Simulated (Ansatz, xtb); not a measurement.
# Two isomers of GaH5OSi

We compare X, `[SiH3][O][GaH2]`, a singlet, with Y, `[OH][GaH][SiH3]`, a singlet. Both are isolated molecules in the gas phase, relaxed with PBE0-D4/def2-SVP; the shapes shown needn't be the lowest conformers.

X (Å):

```xyz
8

Ga    1.0917   -1.3883    0.6092
O     0.5527    0.2485    0.1404
Si   -0.7521    1.0786   -0.4412
H    -1.9215    0.1686   -0.6729
H    -0.4045    1.7357   -1.7380
H    -1.1640    2.1340    0.5339
H     2.5642   -1.4479    1.1142
H     0.0335   -2.5292    0.4544
```

Y (Å):

```xyz
8

Ga   -0.4275   -0.7656   -1.3479
O    -1.3230   -2.3139   -1.2615
Si    1.7341   -0.8310   -0.3070
H    -2.1927   -2.3064   -1.6744
H    -1.1587    0.4205   -2.0826
H     2.0276   -2.1756    0.2739
H     2.7973   -0.4982   -1.3080
H     1.8102    0.1907    0.7854
```

Quicker runs give these differences E(Y) − E(X): GFN2-xTB +1.031 eV; HF/STO-3G +1.041 eV (at GFN2-xTB geometries); r2SCAN-D4/def2-SVP +0.916 eV (at GFN2-xTB geometries).

Estimate E(Y) − E(X) at the level CCSD(T)/def2-TZVP.

Calculated at CCSD(T)/def2-TZVP: E(Y) − E(X) = +0.890 eV, so structure X lies lower.

How the difference moves with the method:

```
             level          geometry  E(Y) − E(X) (eV)  departure from the last row (eV)  job, with rough time for the two
          GFN2-xTB          GFN2-xTB              +1.031                            +0.141             optimisation, 0.087 s
         HF/STO-3G          GFN2-xTB              +1.041                            +0.151              single point, 0.18 s
r2SCAN-D4/def2-SVP          GFN2-xTB              +0.916                            +0.026               single point, 1.1 s
  PBE0-D4/def2-SVP  PBE0-D4/def2-SVP              +0.621                            −0.270                optimisation, 38 s
      HF/def2-TZVP  PBE0-D4/def2-SVP              +1.160                            +0.270           part of the CCSD(T) run
     MP2/def2-TZVP  PBE0-D4/def2-SVP              +0.962                            +0.072           part of the CCSD(T) run
 CCSD(T)/def2-TZVP  PBE0-D4/def2-SVP              +0.890                                                  single point, 17 s
```

As drawn, Y has 1 Ga–Si, 1 O–H in place of 1 O–Si, 1 Ga–H.

None of the levels shown reverses the order. The largest departure from CCSD(T)/def2-TZVP is that of HF/def2-TZVP, 0.270 eV.

With harmonic frequencies from PBE0-D4/def2-SVP (ideal gas, rigid rotor, one conformer each, 298.15 K, 1 atm): on the last row, ΔE + ΔZPE = +0.946 eV. A mode under 50 cm⁻¹ makes harmonic enthalpies and free energies unreliable, so none is given.

The correlated steps freeze 15 core orbitals; the filled d shell of Ga is correlated, in a basis made for valence electrons. Programs: Ansatz 0.2.0, xtb 6.7.1; the last row on 2 threads of AMD EPYC 9B45 (Zen 5) on a shared host.

The siloxy-gallane X lies well below the silyl-gallium hydroxide Y, by 0.890 eV in electronic energy. Both keep a Ga–O bond, so the preference reflects the exchange of O–H and Ga–Si for O–Si and Ga–H. Silicon is electropositive and oxygen strongly electronegative, which makes Si–O short, polar and very strong. In Y, silicon is instead bound to gallium through a weakly polar bond between diffuse valence orbitals, and the strong O–H bond doesn't make up for the loss. Zero-point motion widens the gap, as expected when a stiff O–H stretch replaces a softer Ga–H one.

Correlation favours Y: the gap shrinks from Hartree–Fock to MP2 and again to CCSD(T), probably in part because the Ga–Si pair is easily polarised. The order is therefore secure for these two structures, but its size is less so at the cheaper levels, and r2SCAN's close agreement may owe something to cancelling basis and geometry errors. The energy difference says nothing about the barrier between the isomers, so Y could still persist kinetically.
